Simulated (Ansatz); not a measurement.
## A ladder of methods for AlNH2Cl (SMILES [NH2][Al][Cl])

AlNH2Cl: 5 atoms, total charge 0, spin state doublet. As SMILES, `[NH2][Al][Cl]`. The coordinates come from a PBE0-D4/def2-TZVP relaxation. This is one conformer, not always the lowest.

```xyz
5

N    -0.5494    0.4617   -0.2320
Al    0.4026   -0.2916    1.0491
Cl    1.9070   -1.6497    0.4408
H    -1.2936    1.1233   -0.0835
H    -0.4166    0.2827   -1.2159
```

Quantity: the energy change with the N1–Al2 bond stretched from 1.765 to 3.530 Å, in eV. The values are calculated.

```json
{"level": "UBLYP/STO-3G", "kind": "GGA", "program": "Ansatz", "value (eV)": "2.91", "less FCI/STO-3G": "+0.75", "CPU time (all runs)": "4.2 s"}
{"level": "U-wB97M-V/STO-3G", "kind": "range-separated hybrid", "program": "Ansatz", "value (eV)": "2.86", "less FCI/STO-3G": "+0.70", "CPU time (all runs)": "57 s"}
{"level": "U-wB97X/STO-3G", "kind": "range-separated hybrid", "program": "Ansatz", "value (eV)": "2.88", "less FCI/STO-3G": "+0.72", "CPU time (all runs)": "22 s"}
{"level": "UHSE06/STO-3G", "kind": "range-separated hybrid", "program": "Ansatz", "value (eV)": "2.97", "less FCI/STO-3G": "+0.81", "CPU time (all runs)": "5.6 s"}
{"level": "RPA@PBE/STO-3G", "kind": "RPA", "program": "Ansatz", "value (eV)": "1.99", "less FCI/STO-3G": "-0.17", "CPU time (all runs)": "5.4 s"}
{"level": "UMP2/STO-3G", "kind": "perturbation theory", "program": "Ansatz", "value (eV)": "2.38", "less FCI/STO-3G": "+0.22", "CPU time (all runs)": "0.54 s"}
{"level": "UCCSD(T)/STO-3G", "kind": "coupled cluster or CI", "program": "Ansatz", "value (eV)": "2.16", "less FCI/STO-3G": "0.00", "CPU time (all runs)": "0.83 s"}
{"level": "FCI/STO-3G", "kind": "exact in the basis", "program": "Ansatz", "value (eV)": "2.16", "less FCI/STO-3G": "0.00", "CPU time (all runs)": "1.7 min"}
```

FCI/STO-3G is exact within its basis and frozen core, so for wave-function methods in that basis the difference is their error; functionals converge differently with the basis, so for them it is only a difference. The first shape isn't each level's own minimum. The values span 1.99 to 2.97 eV. All rows use very small basis sets, so even the best lies far from the true value. Times are those of the runs behind each value, whatever else they computed, on shared processors of several kinds: orders of magnitude only.

Stretching the Al–N bond costs 2.16 eV at the FCI level, consistent with a substantial polar bond between electropositive aluminium and nitrogen. In this doublet, aluminium is formally divalent, and homolytic cleavage leads naturally to an NH2 radical and closed-shell AlCl, whose aluminium keeps its lone pair. The unpaired electron thus probably moves from aluminium towards nitrogen as the bond opens, without the build-up of several weakly coupled open shells. This would explain why UCCSD(T) reproduces FCI to the printed precision, while UMP2 overshoots by 0.22 eV.

The four density functionals fall in a narrow band, 2.86 to 2.97 eV, with the GGA inside the range of the hybrids, so exact exchange does not by itself order the results. RPA is the only level below FCI. The agreement of UCCSD(T) supports its treatment of correlation at these two geometries, but not necessarily along the path between them. Nor is the stretching energy a bond dissociation energy, which would require separated, relaxed fragments.
